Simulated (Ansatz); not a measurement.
# CaPb: the change of energy above lowest point with volume scale

Results calculated with Ansatz 0.2.0, not measured. Free energy against uniform scaling of the volume at fixed shape and fractions; periodic cell, basis, potentials, k mesh and filling as listed.

The cell before it is scaled or strained (space group P4/mmm, No. 123):
```
CaPb
1.0
      3.5666     0.0000     0.0000
      0.0000     3.5666     0.0000
      0.0000     0.0000     4.6275
Ca Pb
1 1
Direct
  0.00000 0.00000 0.00000
  0.50000 0.50000 0.50000
```

Settings of every row: functional r2SCAN; dispersion none; potentials PAW; wave cutoff 550 eV; density cutoff 2200 eV; k mesh 8x8x6; k shift 0x0x0; occupations fermi dirac; smearing width 0.1 eV; spin none.

Limits: coarse k mesh, up to 40 meV an atom off; no spin-orbit coupling, which can matter with elements this heavy; the cell comes from a prototype or a list of computed structures and needn't be the stable phase.

| row | volume scale | V (Å³/atom) | energy above lowest point (meV/atom) |
| --- | --- | --- | --- |
| 1 | 0.88 | 25.9 | 60.2 |
| 2 | 0.92 | 27.078 | 23.8 |
| 3 | 0.96 | 28.255 | ? |
| 4 | 1 | 29.432 | 0 |
| 5 | 1.04 | 30.61 | 6.4 |
| 6 | 1.08 | 31.787 | 21.8 |
| 7 | 1.12 | 32.964 | 44.7 |

Question: what energy above lowest point should row 3 give?

Worked fit of energy above lowest point. Take u = (V_r/V)^(2/3) − 1 with V_r = 30.021 Å³ an atom, which is twice the finite (Eulerian) strain; such expansions in the strain, on which the Birch-Murnaghan equation of state is built, carry the rest volume and the bulk modulus. The shown rows have u = 0.10344, 0.0712, 0.0133, -0.01287, -0.03739, -0.06044. Least squares give energy above lowest point = 1.91 − 247.31 × u + 7697.2 × u² + 1357 × u³ meV/atom; a parabola predicts inner rows, each left out in turn, worse (root mean square 0.25 against 0.068 meV/atom). All shown rows lie on it to the printed digit. Its lowest point lies at u = 0.0160, or V = 29.31 Å³ an atom, and the curvature there gives the bulk modulus at fixed shape and fractions, B = (4/9)(1 + u)² E″(u)/V = 38.9 GPa. Letting shape and atoms relax would as a rule lower it, by much in layered, chain or molecular crystals. The withheld row has u = 0.04125, so the fit gives 1.91 − 247.31 × (0.04125) + 7697.2 × (0.04125)² + 1357 × (0.04125)³ = 4.9 meV/atom.

The calculation gave 4.9 meV/atom. The fit meets it to the printed digit.
